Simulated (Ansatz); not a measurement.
**InSb$_{3}$: energy along a strain**

InSb$_{3}$, Fm-3m, a = 7.324 Å. The structure is a Materials Project entry; whether it is the stable form wasn't checked. Ansatz: PBEsol+D3(BJ), PAW, 420 eV, Γ-centred 12×12×12 mesh on 4 atoms, Gaussian smearing 0.15 eV; no spin polarisation. Cell vectors (Å): 0.000 3.662 3.662; 3.662 0.000 3.662; 3.662 3.662 0.000. The cell is strained by x per cent times the pattern (1 -1 0 0 0 0) in the order xx yy zz yz xz xy (engineering shears), with fractional coordinates held. y is the free energy over the start, V0 = 24.555 Å³/atom. Symmetry makes y even in x.

| x (%) | y (meV/atom) |
| --- | --- |
| -4.00 | ? |
| -2.00 | 1.06 |
| 0.00 | 0.00 |
| 0.50 | 0.06 |
| 1.00 | 0.25 |
| 1.50 | 0.57 |
| 2.50 | 1.77 |
| 3.00 | 2.76 |
| 3.50 | 4.01 |

Fit y = c2 x² + c4 x⁴ to the other rows, get the stiffness along the pattern, and predict the missing energy.

Least squares on the rows shown. y = 0.2385 x² + 0.007312 x⁴. The clamped-ion stiffness p·C·p = 2 × 2.385 eV × 160.2 / 24.555 Å³ = 31 GPa. At x = -4.00 the fit asked for gives 5.69 meV/atom. The run gave 5.49 meV/atom, so the fit is 0.20 meV/atom too high, 3.6 % of the span of the series, against an rms of 0.01 meV/atom on the fitted rows. The row lies outside the fitted range. With a term in x⁶ added, a fit to the same known rows predicts 5.59 meV/atom, which recovers part of the miss; the known rows don't hold the rest.

Cost: 9 runs of about 2.2 core-minutes in all, on AMD EPYC 9R45 (Zen 5) (shared hosts).

The lattice resists this volume-conserving (to first order) shear only weakly: 31 GPa corresponds to 2(C11 − C12), not to a single elastic constant. The geometry offers a reason. With this composition and cell, the Fm-3m sites form an ordered bcc-type arrangement whose nearest-neighbour contacts lie along the cube diagonals, and the strain leaves their lengths unchanged to first order. The restoring force must therefore come largely from more distant neighbours and from the angular and band-energy terms. Site symmetry also fixes every atom under this distortion, so symmetry-preserving internal relaxation wouldn't lower the stiffness.

The curve first stiffens faster than a parabola, but the energy at -4.00 % shows that this stiffening doesn't continue at the fitted rate. Strain-induced repopulation of states near the Fermi level is a possible cause, as is incomplete Brillouin-zone convergence. The positive curvature supports resistance to this one homogeneous shear, not stability against other strains or phonons.
